# Appendix: Voltage–temperature relation of a conducting filament

After hard breakdown, or after forming in a resistive cell, the current through a dielectric film flows in a metallic filament whose radius, taper and composition are rarely known. The peak temperature of such a path can still be tied to the voltage across it, because in a metal the same electrons carry charge and heat. The relation goes back to Kohlrausch and was applied to electric contacts by Holm. It is derived here as an equality for a thermally insulated path and as an upper bound for a path that loses heat.

## A.1 Conventions and premises

The conductor fills a region $\Omega$ made of the filament and the parts of the electrodes in which the current spreads. Its boundary consists of two terminal surfaces $S_1$, $S_2$ and the wall $S_w$ against the dielectric, with outward normal $\mathbf n$. The potential $\phi$ is $0$ on $S_1$ and $V>0$ on $S_2$. $I>0$ is the magnitude of the current, $\sigma=1/\rho$ the electrical and $\kappa$ the thermal conductivity.

- **P1, local transport.** $\mathbf j=-\sigma\nabla\phi$ and $\mathbf q=-\kappa\nabla T$, with thermoelectric terms dropped until A.6.
- **P2, steady state.** $\nabla\cdot\mathbf j=0$ and $\nabla\cdot\mathbf q=\sigma|\nabla\phi|^2$.
- **P3, universal ratio.** $\sigma(\mathbf r,T)>0$ is arbitrary, but $\kappa\rho=\lambda(T)$ depends on temperature alone. The Wiedemann–Franz law is the case $\lambda=LT$.
- **P4, terminals.** $S_1$ and $S_2$ are equipotential and isothermal, both at $T_0$.
- **P5, common flow tube.** Neither charge nor heat crosses the wall: $\mathbf j\cdot\mathbf n=0$ and $q_n\equiv\mathbf q\cdot\mathbf n=0$ on $S_w$.

The constant $L$ follows for degenerate electrons that scatter elastically. With a transport function $\Sigma(E)$, the Fermi function $f_0$ and the moments $K_n=\int\Sigma(E)(E-\mu)^n(-\partial f_0/\partial E)\,dE$, linear response gives $\sigma=e^2K_0$ and $\kappa=(K_2-K_1^2/K_0)/T$. If $\Sigma$ varies little over $k_BT$, then $K_0=\Sigma(\mu)$ and $K_2=\Sigma(\mu)(k_BT)^2\int x^2\,dx/[4\cosh^2(x/2)]=\Sigma(\mu)\,\pi^2(k_BT)^2/3$. The $K_1$ term equals $S^2\sigma T$, with $S$ the Seebeck coefficient, and is dropped. Hence

$$L=\frac{\kappa}{\sigma T}=\frac{\pi^2}{3}\left(\frac{k_B}{e}\right)^2=2.44\times10^{-8}\ \mathrm{V^2\,K^{-2}}.\tag{A1}$$

## A.2 The exact relation

**Step 1.** Define $\theta(T)=\int_{T_0}^{T}\lambda(T')\,dT'$, in V². It increases with $T$. By P3, $\kappa\nabla T=\sigma\lambda\nabla T=\sigma\nabla\theta$, so the heat balance of P2 becomes

$$\nabla\cdot(\sigma\nabla\theta)=-\sigma|\nabla\phi|^2.\tag{A2}$$

**Step 2.** Charge conservation reads $\nabla\cdot(\sigma\nabla\phi)=0$. The product rule then gives

$$\nabla\cdot\left[\sigma\nabla(\phi^2/2)\right]=\sigma|\nabla\phi|^2+\phi\,\nabla\cdot(\sigma\nabla\phi)=\sigma|\nabla\phi|^2.\tag{A3}$$

**Step 3.** Let

$$w=\theta-\tfrac12\phi(V-\phi).\tag{A4}$$

The sources in (A2) and (A3) cancel, and the term $V\phi/2$ has none, so $\nabla\cdot(\sigma\nabla w)=0$.

**Step 4.** On $S_1$ and $S_2$ both $\theta$ and $\phi(V-\phi)$ vanish, so $w=0$. On the wall $\sigma\,\partial_n w=-q_n-(\phi-V/2)\,\mathbf j\cdot\mathbf n=0$ by P5.

**Step 5.** Multiply the equation of step 3 by $w$ and integrate by parts:

$$\int_\Omega\sigma|\nabla w|^2\,d^3r=\oint w\,\sigma\,\partial_n w\,dA=0 .$$

Since $\sigma>0$, $w$ is constant, and the terminals fix the constant at zero. Here $\sigma$ is simply the field $\sigma(\mathbf r,T(\mathbf r))$ of the steady state at hand. The argument therefore holds for every steady state, whether or not the nonlinear problem has only one. Thus

$$\int_{T_0}^{T(\mathbf r)}\kappa\rho\,dT'=\tfrac12\phi(V-\phi).\tag{A5}$$

Isotherms coincide with equipotentials, so inside $\Omega$ heat follows the current lines. This is a result, since P5 concerned the wall only.

**Step 6.** The potential is continuous between $0$ and $V$, so the surface $\phi=V/2$ exists, and the right side of (A5) is largest there:

$$\int_{T_0}^{T_{\max}}\kappa\rho\,dT=\frac{V^2}{8}.\tag{A6}$$

With $\lambda=LT$, $\theta=L(T^2-T_0^2)/2$ and

$$T^2=T_0^2+\frac{\phi(V-\phi)}{L},\qquad T_{\max}^2=T_0^2+\frac{V^2}{4L}.\tag{A7}$$

No length, area or resistivity appears. Scaling $\sigma$ up raises the Joule power at fixed $V$ and the heat conduction by the same factor. The geometry decides only where the surface $\phi=V/2$ lies, and in a constricted path it lies in or near the neck, where most of the voltage drops. Setting $T_{\max}$ equal to the melting point $T_m$ gives the melting voltage

$$V_m=2\sqrt{L\,(T_m^2-T_0^2)}.\tag{A8}$$

**Unequal terminals.** If $S_1$ is at $T_1$ and $S_2$ at $T_2$, a term linear in $\phi$, which has no source and no wall flux, absorbs the difference. With $\Delta=T_2^2-T_1^2$,

$$T^2=T_1^2+\Delta\,\frac{\phi}{V}+\frac{\phi(V-\phi)}{L}.$$

The derivative vanishes at $\phi^*=V/2+L\Delta/(2V)$, which lies inside the conductor if $V^2>L|\Delta|$. Then

$$T_{\max}^2=\frac{T_1^2+T_2^2}{2}+\frac{V^2}{4L}+\frac{L\Delta^2}{4V^2}.\tag{A9}$$

## A.3 Upper bound when heat leaks

**Arbitrary shape, outward loss.** Drop the thermal part of P5 and allow $q_n\ge0$ on the whole wall. Allow also a volume sink $p(\mathbf r)\ge0$, so that $\nabla\cdot\mathbf q=\sigma|\nabla\phi|^2-p$. Steps 1 to 4 now give $\nabla\cdot(\sigma\nabla w)=p$ and $\sigma\partial_nw=-q_n$ on $S_w$. Multiply by $w_+=\max(w,0)$, which vanishes on the terminals:

$$\int_\Omega\sigma|\nabla w_+|^2\,d^3r=-\int_{S_w}w_+q_n\,dA-\int_\Omega w_+\,p\,d^3r\le0 .$$

Hence $w_+=0$ and $w\le0$ everywhere. For $\lambda=LT$,

$$T^2\le T_0^2+\frac{\phi(V-\phi)}{L}\le T_0^2+\frac{V^2}{4L}.\tag{A10}$$

The sink covers two further cases. One is monotonic heating, $p=C\,\partial T/\partial t\ge0$ with $C$ the volumetric heat capacity and $V$ the instantaneous voltage. The other is energy transfer from electrons to a colder lattice, in which case $T$ is the electron temperature.

The sign condition matters. Heat that leaves the hot centre can re-enter elsewhere through the dielectric, and with parallel current paths this can break the bound. Let a thick path and a thin one share the voltage $V$, and let the points $\phi=0.1V$ and $0.9V$ of the thin path be in good thermal contact with the middle of the thick one. The thick path is hardly disturbed and holds both points at $\theta=V^2/8$. The section between them adds $(0.8V)^2/8$ by (A6), and the peak reaches $1.64\,V^2/8$.

**Single thin filament, any passive surroundings.** Suppose $T$ and $\phi$ are uniform over each cross-section $A(z)$. Then $I=\sigma A\,d\phi/dz$, and the heat flow towards higher $\phi$ is $-\kappa A\,dT/dz=-I\,\theta'$, where the prime denotes $d/d\phi$. An element $d\phi$ produces the power $I\,d\phi$ and loses $dQ$ sideways, so

$$\theta''=-1+\frac1I\frac{dQ}{d\phi},\tag{A11}$$

where $dQ$ may have either sign. Take a level $t>0$ and the set of all points, in filament and dielectric, hotter than the temperature at which $\theta=t$. The surroundings are assumed to hold no sources and to have boundaries that are at or below $T_0$ or adiabatic. Let $D(t)$ be the total potential drop along the filament inside the set, with $D(0)\le V$. The filament crosses the boundary of the set at $N\ge2$ points with slopes $|\theta'_i|$.

All power made inside, $I\,D(t)$, leaves the set. The part that leaves through dielectric, lattice or interfaces is non-negative, because passive links carry heat from hot to cold. The electronic part along the filament therefore obeys $\sum_i|\theta'_i|\le D$. Raising the level by $dt$ shrinks the set by $dt/|\theta_i'|$ at each crossing, and the Cauchy–Schwarz inequality gives

$$-\frac{dD}{dt}=\sum_i\frac1{|\theta'_i|}\ge\frac{N^2}{\sum_i|\theta_i'|}\ge\frac4D .$$

So $-d(D^2)/dt\ge8$. A plateau in $\theta$ makes $D$ jump downwards, which only strengthens the inequality. Integration from $0$ to $\theta_{\max}$ yields $8\theta_{\max}\le V^2$. For one thin filament the bound on $T_{\max}$ thus survives re-entry of heat, although the pointwise first inequality of (A10) need not. Equivalently, (A8) is the lowest voltage at which such a filament can melt in the steady state.

## A.4 Two solvable leakage models

Take a uniform cylinder of length $\ell$ and area $A$, with $-\ell/2\le z\le\ell/2$, that loses $g(T-T_0)$ per unit length.

**Constant $\kappa$, so $\rho=LT/\kappa$.** The balance $\kappa A\,T_{zz}+I^2\rho/A-g(T-T_0)=0$ is linear:

$$T_{zz}+k^2T-m^2(T-T_0)=0,\qquad k=\frac{\sqrt L\,I}{\kappa A},\qquad m^2=\frac{g}{\kappa A}.$$

With $q^2=k^2-m^2$ the solution with $T(\pm\ell/2)=T_0$ is $T=T_0\,[k^2\cos qz/\cos(q\ell/2)-m^2]/q^2$. The voltage is $V=\int(I/A)\rho\,dz=\sqrt L\,k\int T\,dz$. In terms of $a=k\ell/2$, $\eta=m\ell/2$ and $s=q\ell/2$, with $a^2=s^2+\eta^2$,

$$\frac{T_{\max}}{T_0}=\frac{a^2\sec s-\eta^2}{s^2},\qquad V=2\sqrt L\,T_0\,a\left[\frac{a^2\tan s}{s^3}-\frac{\eta^2}{s^2}\right].\tag{A12}$$

For $\eta=0$ these reduce to $T_{\max}=T_0\sec a$ and $V=2\sqrt L\,T_0\tan a$, and $\sec^2a=1+\tan^2a$ reproduces (A7).

**Constant $\rho$.** Now $\phi=Vu$ with $u=z/\ell+1/2$, and (A11) becomes $\theta_{uu}=-V^2+(g\rho\ell^2/A)(T-T_0)$. The Green function of $-d^2/du^2$ with zero end values, taken at the centre, is $\min(u,1-u)/2$, and its integral is $1/8$. Since $0\le T-T_0\le T_{\max}-T_0$, the voltage needed for a given peak obeys

$$V_*^2\le V^2\le V_*^2+\frac{g\rho\ell^2}{A}(T_{\max}-T_0),\qquad V_*=2\sqrt{L(T_{\max}^2-T_0^2)}.\tag{A13}$$

## A.5 Which temperature the relation gives

Equation (A1) concerns electrons, so $T$ in (A7) is the electron temperature. Electrons pass energy to the lattice at a rate $G(T-T_{\rm ph})$ per volume, and the two temperatures merge only over lengths well beyond $\lambda_{ep}=\sqrt{\kappa/G}$.

The relation keeps a meaning when the electrons scatter only elastically along a diffusive path. At fixed total energy $E$ the occupation then obeys $\nabla\cdot(\Sigma\nabla f)=0$, the equation obeyed by $\phi$ if $\Sigma$ is constant over the window $eV$. With $u=\phi/V$ and terminal electrochemical potentials $\mu_1$ and $\mu_2=\mu_1-eV$,

$$f=(1-u)f_0(E-\mu_1)+u\,f_0(E-\mu_2).$$

For a constant density of states the excitation energy density is proportional to the variance of the weight $-\partial f/\partial E$, which here is $\pi^2(k_BT_0)^2/3+e^2V^2u(1-u)$. Equating it to $\pi^2(k_BT)^2/3$ returns (A7). In this limit $T$ measures stored energy, the distribution is not thermal, and the lattice lags behind.

## A.6 Range of validity

The sizes below refer to Cu with $T_0=300$ K and the approximate bulk melting point $T_m=1358$ K, for which (A8) gives $V_m=0.414$ V.

**Diffusive transport.** The elastic mean free path must be short compared with the length over which the voltage drops. In a ballistic or atomic-size constriction the carriers dissipate in the electrodes, P1 fails, and (A7) does not describe the neck.

**The voltage.** $V$ is the drop across the part of the circuit that obeys P3, between surfaces that really stay at $T_0$. Drops across a compliance transistor, a tunnel gap or a semiconducting segment must be removed first. Self-heated electrodes call for (A9).

**Lorenz ratio.** Inelastic phonon scattering lowers $\kappa\rho/T$ below $L$ at temperatures up to about the Debye temperature $\Theta_D$, which is 343 K for Cu (compiled value, Wikipedia). By (A6) a lower ratio raises $T_{\max}$, so this effect works against the bound. At high temperature the deficit falls off roughly as $(\Theta_D/T)^2$. Take $\lambda=LT[1-c\,(\Theta_D/T)^2]$ with $c=0.07$, chosen to give a deficit of 9% at 300 K, as is typical of pure Cu. Then (A6) gives $V^2/8=L[(T_m^2-T_0^2)/2-c\,\Theta_D^2\ln(T_m/T_0)]$ and $V=0.411$ V, lower by 0.7%. Elastic defect scattering reduces the shift further. Lattice conduction along a thin filament is a passive link in the sense of A.3 and leaves the bound intact.

**Thomson heat.** With $\mathbf j=-\sigma(\nabla\phi+S\nabla T)=-\sigma\nabla\psi$ and $\psi=\phi+\int_{T_0}^TS\,dT'$, the heat source gains the term $-T(dS/dT)\,\mathbf j\cdot\nabla T$. For $S=\beta T$ one has $T(dS/dT)\,dT=b\,d\theta$ with $b=\beta/L$, and $\theta(\psi)$ obeys $\theta''+b\theta'+1=0$. The solution with zero end values is

$$\theta=-\frac{\psi}{b}+\frac Vb\,\frac{1-e^{-b\psi}}{1-e^{-bV}} .$$

With $x=bV$ its peak lies at $\psi/V=1/2-x/24+\dots$ and has height $\theta_{\max}=(V^2/8)(1-x^2/72+\dots)$. An approximate $\beta=6\times10^{-9}$ V K⁻² gives $x=0.10$ at $V_m$ and a relative change of $1.4\times10^{-4}$. The term dropped in (A1) is $S^2/L=0.003$ at $T_m$.

**Peltier heat.** A junction of dissimilar metals at $\phi_i$ releases $\pm\Pi I$, a point source in (A11). It shifts $\theta$ at the junction by $\pm\Pi\,\phi_i(V-\phi_i)/V$, at most $\Pi V/4$, which is a fraction $2\Pi/V$ of $V^2/8$. For an illustrative $\Pi=10$ mV this is 5% at $V_m$, with a sign set by polarity. Of the corrections computed so far it is the largest that can exceed the bound.

**Time.** The equality needs pulses longer than the slowest thermal time. For a 50 nm oxide with typical $C_{\rm ox}=1.6\times10^6$ J m⁻³ K⁻¹ and $\kappa_{\rm ox}=1.4$ W m⁻¹ K⁻¹, $\ell^2C_{\rm ox}/\kappa_{\rm ox}$ is 3 ns. During monotonic heating (A10) still holds.

**Changes of shape.** Slow changes of geometry do not enter (A7). The linear expansion coefficient $16.5\times10^{-6}$ K⁻¹ at 293 K (compiled value, Kaye and Laby Online), held constant up to $T_m$, amounts to a free strain of 1.7%, and neither this nor slow necking by electromigration alters the peak temperature at fixed $V$ while the path stays diffusive and insulated.

## A.7 Illustration: Cu filament through SiO₂

For $T_0=300$ K, (A7) gives the ceiling on the temperature:

| $V$ (V) | 0.05 | 0.10 | 0.20 | 0.30 | 0.40 |
|---|---|---|---|---|---|
| $T_{\max}$ (K) | 340 | 439 | 707 | 1006 | 1315 |

Melting at the bulk $T_m$ needs at least 0.414 V. A filament a few nanometres wide may melt at a different temperature, and an illustrative depression of $T_m$ by 10% would lower the threshold to 0.37 V.

To see how far a filament stays below the ceiling, assume a cylinder of radius $r=5$ nm and length $\ell=50$ nm between ideal electrodes, with an illustrative defect-rich resistivity $\rho(T_0)=20$ µΩ cm. Then $A=78.5$ nm², the cold resistance is 127 Ω and $\kappa=LT_0/\rho=36.6$ W m⁻¹ K⁻¹. A typical product of resistivity and mean free path for Cu, $6.6\times10^{-16}$ Ω m², gives 3.3 nm, so transport is diffusive. A typical $G=1\times10^{17}$ W m⁻³ K⁻¹ gives $\lambda_{ep}=19$ nm, comparable with $\ell/2$, so electrons and lattice must be kept apart.

Heat leaves the electrons sideways through three conductances per unit length in series, all in W m⁻¹ K⁻¹:

- electron to lattice, $GA=7.85$;
- Cu/SiO₂ interface, $2\pi rh=3.14$, for a typical $h=1\times10^8$ W m⁻² K⁻¹;
- oxide, $2\pi\kappa_{\rm ox}/\ln(R/r)=5.47$, for radial flow to a sink placed at $R=\ell/2$. This is a rough stand-in for flow to the electrodes and makes up 29% of the series resistance.

The series value is $g=1.59$. The lattice sits behind the first link and receives the fraction $f=1-g/(GA)=0.797$ of the electronic temperature rise. It reaches $T_m$ at the centre when the electrons reach $T_0+(T_m-T_0)/f=1627$ K, for which $V_*=0.500$ V.

For constant $\kappa$, $\eta=0.588$. Solving the first of (A12) for 1627 K gives $s=1.3575$ and $a=1.479$, and the second gives $V=0.534$ V. The current is 1.1 mA, or $1.4\times10^9$ A cm⁻². At this voltage the ceiling (A7) is 1735 K, against 1627 K for the electrons and 1358 K for the lattice. For constant $\rho$, $g\rho\ell^2/A=1.01\times10^{-5}$ V² K⁻¹, and (A13) confines $V$ between 0.500 and 0.513 V, at a current of about 4 mA. The two resistivity laws differ in current by nearly a factor of four and in voltage by a few per cent.

One neglected channel rivals those kept. Lattice conduction along the axis, with an assumed $\kappa_{\rm ph}=3$ W m⁻¹ K⁻¹, acts on the lowest temperature mode as a conductance $\kappa_{\rm ph}A(\pi/\ell)^2=0.93$ W m⁻¹ K⁻¹, in parallel with 2.0 W m⁻¹ K⁻¹ through interface and oxide. It lowers $f$ to 0.73 and raises $V_*$ to 0.54 V. The model therefore supports one figure: its melting voltage is about 0.5 V, above the shape-independent minimum of 0.41 V, and most of the excess comes from the lag of the lattice behind the electrons.

This number is the model's threshold for melting and does not predict rupture. Cu filaments in SiO₂ resistive cells typically open near 0.2 V or below in slow voltage sweeps, so the model's melting voltage overshoots the rupture voltage by a factor of two or more. The table caps the temperature at 707 K for 0.20 V, so a diffusive metallic filament that opens at that voltage has not melted, and its rupture has to be traced to processes active well below $T_m$, such as electrochemical dissolution, diffusion or electromigration.